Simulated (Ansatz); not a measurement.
Method: Ansatz, DFT PBE, scalar-relativistic, plane waves, PAW. All cells share a 420 eV cutoff and Γ-centred k meshes spaced about 0.3 Å⁻¹ or finer (0.25 for metals, 2π included). No spin polarisation.

Relaxed forms of CdSe₄:

Cell 1. Space group R-3m (No. 166), trigonal, a = 4.011 Å, c = 24.970 Å. Around Cd lie 6 Se at 2.82 Å; Se on its first site has 3 Cd at 2.82 Å and 3 Se at 2.95 Å; Se on its second site has 3 Se at 2.72 Å and 3 Se at 2.95 Å.

Cell 2. Space group P1 (No. 1), triclinic, a = 5.525 Å, b = 6.597 Å, c = 8.920 Å, α = 72.7°, β = 89.9°, γ = 89.9°. Cd on its first site is surrounded by 4 Se at 2.59–2.91 Å; Cd on its second site has 4 Se at 2.59–2.91 Å; Se on its first site has 2 Se at 2.38–2.46 Å and 1 Cd at 2.91 Å; Se on its second site is surrounded by 2 Se at 2.37–2.46 Å; 6 more sites not described.

Question: Order them by Kohn–Sham gap, widest first, and say which is lowest in energy.

Answer: Gaps on the mesh: 0.67 eV for cell 2, none for cell 1. Lowest in energy is cell 2; cell 1 lies 28 meV/atom higher. The lowest form also has the widest gap. Counting Se atoms around Cd (those within 1.25 times the shortest such distance or 1.15 times the sum of covalent radii, 1.27 where that leaves under three): cell 1 (R-3m, 23.2 Å³/atom) has Cd 6; cell 2 (P1, 31.0 Å³/atom) has Cd 4 and Se–Se units of three or more atoms (shortest 2.37 Å).

Gaps are read on each cell's k mesh and can be smaller between its points; Kohn–Sham gaps at this level usually fall short of measured ones, and a small gap can close altogether. For metals, differences of a few meV/atom aren't resolved. No dispersion correction is applied, so the spacing and binding between layers, chains or molecules are poorly described (P1), and this can change margins and order among such cells. With atoms moved at random, cell 2 came back. Cell 1 had no clear such test and can be a saddle point. Some structure types and database cells were kept out of the candidates from the start, so a known form may be missing.

The two cells differ mainly in how selenium bonds to itself. In cell 2 the short Se–Se contacts, from 2.37 Å, are close to ordinary two-electron single bonds. Linked selenium units can take up the two electrons cadmium gives away, as in polyselenides, leaving filled lone-pair and bonding states separated from empty Se–Se σ* states. This probably accounts for the gap. The Cd–Se contact at 2.91 Å is weak, so the four neighbours don't amount to a regular tetrahedron.

In cell 1 every Se–Se distance, 2.72 Å or more, is well beyond a single bond. This suggests electron-rich, delocalised p bonding, with broad bands that overlap at the Fermi level. Localising such bonds into short and long ones, a Peierls-like distortion, typically lowers the energy and opens a gap, in line with the order found here. The denser cell 1 should gain ground under pressure.

The ordering doesn't show that CdSe₄ is stable against separation into CdSe and elemental selenium, the phases expected at ambient pressure.
